## Problem: field-effect passivation of n-Ge under Al$_2$O$_3$

An n-type Ge wafer at $T=300$ K carries an ungated Al$_2$O$_3$ film with fixed charge $Q_f$ at the interface. Light keeps an excess density $\Delta n=\Delta p$ in the neutral region.

Compiled values for bulk Ge at 300 K: $E_g=0.66$ eV (Wing 2021), static $\varepsilon_r=16.2$ (Ioffe Institute).

Typical values: $N_c=1.0\times10^{19}$ cm$^{-3}$, $N_v=5.0\times10^{18}$ cm$^{-3}$, thermal velocities $v_n=3.1\times10^{7}$ cm/s and $v_p=1.9\times10^{7}$ cm/s, $D_p=49$ cm$^2$/s, heavy-hole mass $0.33\,m_0$. The fixed charge of Al$_2$O$_3$ is typically negative, and $Q_f/q=-1.0\times10^{12}$ cm$^{-2}$ is a typical size.

Assumed values: $N_D=1.0\times10^{15}$ cm$^{-3}$, fully ionised; $\Delta n=1.0\times10^{13}$ cm$^{-3}$; one acceptor-like interface level at the intrinsic energy, $N_{it}=1.0\times10^{11}$ cm$^{-2}$, $\sigma_n=10^{-14}$ cm$^2$, $\sigma_p=10^{-15}$ cm$^2$; bulk capture lifetimes $\tau_{n0}=\tau_{p0}=\tau=100\ \mu$s.

Find (a) $S_{\rm eff}$ at flat band, (b) its maximum over band bending and the charge that produces it, (c) $S_{\rm eff}$ at the given $Q_f$ and the range of the $1/Q_f^2$ law, (d) the size of the neglected effects.

## Solution

### Conventions and formulas

$q>0$. $\psi_s$ is the surface potential relative to the neutral bulk, $u=q\psi_s/kT$, and $u<0$ means bands bent up. $S_{\rm eff}=U_s/\Delta n$, with $U_s$ the recombination rate per area and $\Delta n$ taken at the neutral edge of the space-charge region. $S_{n0}=\sigma_nv_nN_{it}$, $S_{p0}=\sigma_pv_pN_{it}$.

**Trap kinetics** (Shockley-Read-Hall). Net electron capture equals net hole capture. With $n_1=p_1=n_i$ for this level, the electron occupancy and the rate are
$$f=\frac{S_{n0}n_s+S_{p0}n_i}{S_{n0}(n_s+n_i)+S_{p0}(p_s+n_i)},\qquad U_s=\frac{n_sp_s-n_i^2}{(n_s+n_i)/S_{p0}+(p_s+n_i)/S_{n0}}.$$

**Flat quasi-Fermi levels**, Boltzmann statistics. $n_s=n_be^{u}$ and $p_s=p_be^{-u}$, with $n_b=n_0+\Delta n$, $p_b=p_0+\Delta n$. The product $n_sp_s=n_bp_b$ does not depend on $u$, and $n_sp_s-n_i^2=G\,\Delta n$ with $G=n_0+p_0+\Delta n$. Hence
$$S_{\rm eff}=\frac{G}{(n_s+n_i)/S_{p0}+(p_s+n_i)/S_{n0}}.$$

**Charge balance.** Without a gate the field in the film vanishes, so its permittivity does not enter. The semiconductor holds $-Q$, with $Q=Q_f+Q_{it}$ and $Q_{it}=-qN_{it}f$. Poisson's equation is $\varepsilon\psi''=-q(p-n+N_D)$ with $N_D=n_b-p_b$. Multiply by $\psi'$, integrate from the bulk to the surface, and use $|E_s|=|Q|/\varepsilon$:
$$P\equiv\frac{Q^2}{2\varepsilon kT}=n_s+p_s-n_b-p_b-N_Du,\qquad \operatorname{sign}u=\operatorname{sign}Q.$$

**Strong-charge limits.** One surface density dominates and equals $P$. At low injection $G\approx n_0$.

- $Q>0$, accumulation: $n_s\approx P$, $S_{\rm eff}\approx S_{p0}\,2\varepsilon kT\,n_0/Q^2$.
- $Q<0$, inversion: $p_s\approx P$, $S_{\rm eff}\approx S_{n0}\,2\varepsilon kT\,n_0/Q^2$.

The rate is limited by capture of the carrier that the charge repels. Negative Al$_2$O$_3$ charge inverts n-Ge, so $S_{n0}$ is the relevant velocity here.

### Common numbers

- $kT/q=25.85$ mV, $\varepsilon=1.434\times10^{-12}$ F/cm.
- $n_i=\sqrt{N_cN_v}\,e^{-E_g/2kT}=2.02\times10^{13}$ cm$^{-3}$, used as rounded.
- $n_0=N_D/2+\sqrt{N_D^2/4+n_i^2}=1.0004\times10^{15}$ cm$^{-3}$, $p_0=n_i^2/n_0=4.08\times10^{11}$ cm$^{-3}$.
- $n_b=1.0104\times10^{15}$ cm$^{-3}$, $p_b=1.041\times10^{13}$ cm$^{-3}$, $G=1.0108\times10^{15}$ cm$^{-3}$, $\sqrt{n_bp_b}=1.0255\times10^{14}$ cm$^{-3}$.
- $S_{n0}=3.1\times10^{4}$ cm/s, $S_{p0}=1.9\times10^{3}$ cm/s.
- $\Lambda=2\varepsilon kT/q^2=4.629\times10^{5}$ cm$^{-1}$, so that $P=(Q/q)^2/\Lambda$.

### (a) Flat band

For $Q=0$, $u=0$. The denominator is $(n_b+n_i)/S_{p0}+(p_b+n_i)/S_{n0}=5.434\times10^{11}$ cm$^{-4}$ s, and
$$S_{\rm eff}=\frac{1.0108\times10^{15}\ {\rm cm^{-3}}}{5.434\times10^{11}\ {\rm cm^{-4}\,s}}=1.86\times10^{3}\ {\rm cm/s}\approx S_{p0}.$$

### (b) Maximum

Only $n_s/S_{p0}+p_s/S_{n0}$ depends on $u$. Two positive terms with a fixed product have their least sum when equal:
$$S_{n0}n_s=S_{p0}p_s,\quad\text{i.e.}\quad \sigma_nv_nn_s=\sigma_pv_pp_s.$$
This becomes $\sigma_nn_s=\sigma_pp_s$ only for $v_n=v_p$. It holds for a single level at any energy, since $n_1$ and $p_1$ do not depend on $u$.

- $p_s/n_s=S_{n0}/S_{p0}=16.3$, so $n_s=2.54\times10^{13}$ cm$^{-3}$, $p_s=4.14\times10^{14}$ cm$^{-3}$.
- $u=\ln(n_s/n_b)=-3.684$, $\psi_s=-95$ mV.

$$S_{\max}=\frac{G}{2\sqrt{n_bp_b/(S_{n0}S_{p0})}+n_i/S_{p0}+n_i/S_{n0}}$$
The three terms are $2.672\times10^{10}$, $1.063\times10^{10}$ and $0.065\times10^{10}$ cm$^{-4}$ s. The emission terms in $n_i$ cannot be dropped in Ge. $S_{\max}=2.66\times10^{4}$ cm/s, 14 times the flat-band value.

Charge: the balance gives $P=3.103\times10^{15}$ cm$^{-3}$ and $Q/q=-\sqrt{\Lambda P}=-3.79\times10^{10}$ cm$^{-2}$. Here $f=0.369$ and $Q_{it}/q=-3.69\times10^{10}$ cm$^{-2}$, which leaves $Q_f/q=-0.10\times10^{10}$ cm$^{-2}$. For these inputs the filled acceptors alone bend the bands almost to the maximum. Near the peak $Q_{it}$ cannot be neglected.

### (c) Given fixed charge

In inversion the level is empty and neutral, so $Q=Q_f$ (verified below).

$P=(10^{12}\ {\rm cm^{-2}})^2/(4.629\times10^{5}\ {\rm cm^{-1}})=2.160\times10^{18}$ cm$^{-3}$.

Limit law:
$$S_{\rm eff}\approx\frac{S_{n0}n_0}{P}=\frac{(3.1\times10^{4}\ {\rm cm/s})(1.0004\times10^{15}\ {\rm cm^{-3}})}{2.160\times10^{18}\ {\rm cm^{-3}}}=14.4\ {\rm cm/s}.$$

Full balance: iterate $p_s=P+n_b+p_b-n_s-N_D|u|$ with $|u|=\ln(p_s/p_b)$. This gives $|u|=12.24$, $p_s=2.149\times10^{18}$ cm$^{-3}$, $n_s=4.89\times10^{9}$ cm$^{-3}$, $f=9.4\times10^{-6}$ and $S_{\rm eff}=14.6$ cm/s. The same steps at smaller charge ($f\le0.002$ in all rows):

| $-Q/q$ (cm$^{-2}$) | $P$ (cm$^{-3}$) | $p_s$ (cm$^{-3}$) | $\psi_s$ (mV) | $S_{\rm eff}$ full (cm/s) | limit law (cm/s) | law low by |
|---|---|---|---|---|---|---|
| $1\times10^{11}$ | $2.16\times10^{16}$ | $1.53\times10^{16}$ | $-189$ | $2.00\times10^{3}$ | $1.44\times10^{3}$ | 28 % |
| $3\times10^{11}$ | $1.94\times10^{17}$ | $1.86\times10^{17}$ | $-253$ | 168 | 160 | 5 % |
| $1\times10^{12}$ | $2.16\times10^{18}$ | $2.15\times10^{18}$ | $-316$ | 14.6 | 14.4 | 1.5 % |

The law needs $P\gg N_D|u|$, because part of $Q$ is balanced by ionised donors and not by holes. At $-1\times10^{11}$ cm$^{-2}$ the surface is slightly worse than at flat band. A net charge of $+1\times10^{12}$ cm$^{-2}$ would accumulate the surface and give $S_{p0}n_0/P=0.88$ cm/s, lower by $S_{n0}/S_{p0}$.

### (d) Neglected effects

**Flatness of the quasi-Fermi levels.** Electrons reach the surface with a thermal flux of about $n_sv_n/4$, and traps remove at most $S_{n0}n_s$. The ratio is $4S_{n0}/v_n=0.004$. For holes $p\ge p_b>\Delta n$ in the depleted layer, so the drop of $E_{Fp}/kT$ is below $S_{\rm eff}W/D_p$. At the peak $W\approx|Q|/qN_D=0.38\ \mu$m and the bound is 0.02. Both levels are flat enough.

**Degeneracy** at $-10^{12}$ cm$^{-2}$. $p_s/N_v=0.43$. With Fermi statistics the term $p_s$ in the charge balance becomes $N_v\mathcal F_{3/2}(\eta)$, where $\eta=(E_v-E_{Fp})/kT$ at the surface, $e^{\eta}=p_be^{-u}/N_v$, and $\mathcal F_j$ is the Fermi-Dirac integral normalised to $e^\eta$ for $\eta\to-\infty$. Electrons stay nondegenerate, $n_s=n_bp_b/(N_ve^\eta)$, and for empty traps $S_{\rm eff}=S_{n0}G/(N_ve^{\eta})$. The root is $e^\eta=0.462$, which gives 13.6 cm/s, 7 % lower.

**Quantisation.** $E_s=|Q|/\varepsilon=112$ kV/cm. The classical hole layer has thickness $2kT/qE_s=4.6$ nm. At a hard wall with no field, thermal standing waves give a density factor $1-e^{-z^2/\lambda^2}$ with $\lambda=\hbar/\sqrt{2mkT}=2.1$ nm for heavy holes. The missing width is $\sqrt\pi\lambda/2=1.9$ nm. Across it the field adds about 21 mV, or $0.8\,kT/q$, to the band bending. This lowers $n_s$ and $S_{\rm eff}$ by a factor of about 2.2. The estimate is rough, since $\lambda$ is not small against the layer. It is the largest correction, and it grows with $|Q|$, so the fall becomes steeper than $1/Q^2$.

**Recombination in the depleted layer.** For a midgap bulk level the local rate is at most $G\Delta n/[2\tau(\sqrt{n_bp_b}+n_i)]$. The width is below $\sqrt{2\varepsilon|\psi_s|/qN_D}=0.75\ \mu$m. The added velocity is therefore below 3.1 cm/s. The depleted layer persists as $|Q_f|$ grows, so this term sets a floor under the interface term.

### Answers

(a) $1.9\times10^{3}$ cm/s. (b) $2.7\times10^{4}$ cm/s at $\psi_s=-95$ mV and net charge $-3.8\times10^{10}$ cm$^{-2}$. (c) 15 cm/s in the classical Boltzmann model, with the $1/Q_f^2$ law good to 5 % from about $-3\times10^{11}$ cm$^{-2}$ on. (d) Quantisation lowers (c) by roughly a factor of two and degeneracy by 7 %, and the depleted layer adds up to 3 cm/s.

These numbers are the model's. They scale with the assumed $\sigma_{n}N_{it}$ and $\sigma_pN_{it}$. The value of $\sigma_nN_{it}$ was chosen so that (c) has the order of 10 cm/s typical of well-passivated Al$_2$O$_3$ on Ge at such doping, so (c) is no test of the model.